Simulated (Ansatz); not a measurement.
A series in volume scale on Mg

Results calculated with Ansatz 0.2.0, not measured. Plane-wave DFT, scalar-relativistic PAW made under PBE with cores redone for the functional, no dispersion; the given relaxed cell is scaled uniformly, energy at zero smearing counts from the unscaled cell, pressure at the given Fermi-Dirac smearing is positive in compression.

The cell before it is scaled or strained (space group P6/mmm, No. 191):
```
cell vectors (Å)
   5.0734     0.0000     0.0000
  -2.5367     4.3937     0.0000
   0.0000     0.0000     3.0737
atoms (fractions of the cell vectors)
Mg  1.00000  0.00000  0.00000
Mg  0.33333  0.66667  0.50000
Mg  0.66667  0.33333  0.50000
```

Settings of every row: spin polarised no; functional PBEsol; wave cutoff 420 eV; smearing width 0.1 eV; k mesh 8x8x12.

Atom starting moment: 0 on all atoms.

Limits: the cell comes from a prototype or a list of computed structures and needn't be the stable phase.

| row | volume scale | V (Å³/atom) | pressure (GPa) | energy change per atom (meV) |
| --- | --- | --- | --- | --- |
| 1 | 0.88 | 20.098 | 5.77 | 43.45 |
| 2 | 0.92 | 21.012 | 3.44 | 17.67 |
| 3 | 0.96 | 21.925 | 1.53 | 3.92 |
| 4 | 1.04 | 23.752 | -1.3 | 4.14 |
| 5 | 1.08 | 24.666 | ? | ? |
| 6 | 1.12 | 25.579 | -3.2 | 30.97 |

Question: what pressure and energy change per atom should row 5 give?

Worked fit of pressure. Take u = (V_r/V)^(2/3) − 1 with V_r = 21.925 Å³ an atom, which is twice the finite (Eulerian) strain; such expansions in the strain, on which the Birch-Murnaghan equation of state is built, carry the rest volume and the bulk modulus. The shown rows have u = 0.05972, 0.02876, 0, -0.05196, -0.09766. Least squares give pressure = 1.539 + 62.29 × u + 141.6 × u² GPa; a straight line predicts inner rows, each left out in turn, worse (root mean square 0.4 against 0.02 GPa). The rows lie off it by 0.01, -0.01, -0.01, 0.02, -0.01. The pressure vanishes at u = -0.0263, or V = 22.82 Å³ an atom, and there the bulk modulus at fixed shape and fractions is B = −V dP/dV = (2/3)(1 + u) dP/du = 35.6 GPa. Letting shape and atoms relax would as a rule lower it, by much in layered, chain or molecular crystals. The withheld row has u = -0.07553, so the fit gives 1.539 + 62.29 × (-0.07553) + 141.6 × (-0.07553)² = -2.36 GPa.

The calculation gave -2.35 GPa. The fit lies 0.01 GPa (0.11 % of the column's range) below it, one unit of the last digit.

Worked fit of energy change per atom. Take u = (V_r/V)^(2/3) − 1 with V_r = 21.925 Å³ an atom, which is twice the finite (Eulerian) strain; such expansions in the strain, on which the Birch-Murnaghan equation of state is built, carry the rest volume and the bulk modulus. The shown rows have u = 0.05972, 0.02876, 0, -0.05196, -0.09766. Least squares give energy change per atom = 3.926 + 305.71 × u + 5965.5 × u² meV; a straight line predicts inner rows, each left out in turn, worse (root mean square 17 against 0.018 meV). The rows lie off it by -0.01, 0.02, -0.01, -0.01, 0.00. Its lowest point lies at u = -0.0256, or V = 22.8 Å³ an atom, and the curvature there gives the bulk modulus at fixed shape and fractions, B = (4/9)(1 + u)² E″(u)/V = 35.4 GPa. Letting shape and atoms relax would as a rule lower it, by much in layered, chain or molecular crystals. The withheld row has u = -0.07553, so the fit gives 3.926 + 305.71 × (-0.07553) + 5965.5 × (-0.07553)² = 14.87 meV.

The calculation gave 14.86 meV. The fit lies 0.01 meV (0.025 % of the column's range) above it, one unit of the last digit.
